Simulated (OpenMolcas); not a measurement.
# How basis sets differ on GeH4S (SMILES [SH][GeH3])

GeH4S has 6 atoms, charge 0, and is taken as a singlet. SMILES: `[SH][GeH3]`. The coordinates come from a PBE0-D4/def2-TZVP relaxation.

```jsonl
{"atom": "S", "x (Å)": "0.8434", "y (Å)": "-1.1174", "z (Å)": "1.0122"}
{"atom": "Ge", "x (Å)": "-0.1800", "y (Å)": "0.5015", "z (Å)": "-0.1186"}
{"atom": "H", "x (Å)": "0.5745", "y (Å)": "-2.0692", "z (Å)": "0.1038"}
{"atom": "H", "x (Å)": "-1.6676", "y (Å)": "0.1663", "z (Å)": "-0.3059"}
{"atom": "H", "x (Å)": "0.4856", "y (Å)": "0.7024", "z (Å)": "-1.4887"}
{"atom": "H", "x (Å)": "-0.0136", "y (Å)": "1.7525", "z (Å)": "0.7510"}
```

Quantity: the HOMO–LUMO gap, in eV. The values are calculated.

| level | kind | program | value (eV) |
| --- | --- | --- | --- |
| HF/STO-3G | Hartree–Fock | OpenMolcas | 17.30 |
| HF/3-21G | Hartree–Fock | OpenMolcas | 13.33 |
| HF/6-31G | Hartree–Fock | OpenMolcas | 12.82 |
| HF/def2-SVP | Hartree–Fock | OpenMolcas | 13.73 |

All-electron rows without a relativistic Hamiltonian named are non-relativistic. The values span 12.82 to 17.30 eV. A Hartree–Fock LUMO above zero doesn't converge with the basis: it sinks as sets grow more diffuse. Orbital gaps aren't excitation energies.

The gap falls sharply from 17.30 eV in the minimal STO-3G basis to 13.33 eV with 3-21G, and the three split-valence sets then lie fairly close together. The order doesn't simply follow basis size or flexibility: def2-SVP, despite its polarization functions, gives 13.73 eV, above both 3-21G and 6-31G.

In a molecule of this kind the HOMO is essentially a sulfur 3p lone pair, while the low-lying valence virtuals have Ge–S and Ge–H σ* character. A minimal basis fixes the radial shape of these orbitals, so the empty level probably stays too compact and too high, whereas split-valence functions let it expand. Polarization functions add angular freedom but little radial reach, so they need not narrow the gap further.

The similar 3-21G and def2-SVP values are therefore no sign of convergence, and the lowest gap, from 6-31G, doesn't mark the best description of the molecule. Without the separate orbital energies, the shifts can't be divided between the occupied and the empty level.
